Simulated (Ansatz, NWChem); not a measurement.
**How methods differ on GaH2O2 (SMILES [OH][Ga][OH])**

GaH2O2 has 5 atoms, charge 0, and is taken as a doublet. SMILES: `[OH][Ga][OH]`. The shape is that of a PBE0-D4/def2-TZVP optimisation. This is one conformer, not always the lowest.

Quantity: the vertical ionisation energy (to the singlet cation), in eV. The values are calculated.

```csv
level,kind,program,value (eV),CPU time (all runs)
UHF/def2-SVPD,Hartree–Fock,Ansatz,8.94,4.9 s
USVWN5/def2-SVPD,LDA,Ansatz,9.14,5.5 s
UPBE/def2-SVPD,GGA,Ansatz,8.96,8.3 s
U-r2SCAN/def2-SVPD,meta-GGA,Ansatz,9.19,16 s
UPBE0/def2-SVPD,global hybrid,NWChem,9.15,49 s
U-wB97X/def2-SVPD,range-separated hybrid,Ansatz,9.12,37 s
UCAM-B3LYP/def2-SVPD,range-separated hybrid,Ansatz,9.31,13 s
UB2PLYP/def2-SVPD,double hybrid,Ansatz,9.00,15 s
UCCSD/def2-SVPD,coupled cluster or CI,Ansatz,8.95,60 s
```

All-electron rows without a relativistic Hamiltonian named are non-relativistic. The values span 8.94 to 9.31 eV. In the correlated wave-function rows the outer d shell of Ga is correlated, in sets not made for it. CPU times are rough (shared hosts, several kinds of processor and program).

The ionisation energy depends only modestly on the method, and Hartree–Fock (8.94 eV) and CCSD (8.95 eV) nearly coincide. This fits the electronic structure expected for formally divalent gallium: the unpaired electron probably sits in a gallium-centred s–p hybrid, and removing it gives a closed-shell trivalent cation without breaking an electron pair. The net change in correlation energy can then be small, although the agreement may also hide cancelling contributions and does not by itself establish accuracy.

The density functionals show no steady progression with rung, nor does exact exchange alone order the results: PBE0 lies above both PBE and Hartree–Fock. PBE's closeness to CCSD is therefore no evidence that it describes this ionisation better than the hybrids do in general. The adiabatic threshold should lie below the vertical value, probably noticeably so, because the cation loses the electron that favours a bent O–Ga–O unit and should relax towards a linear one.
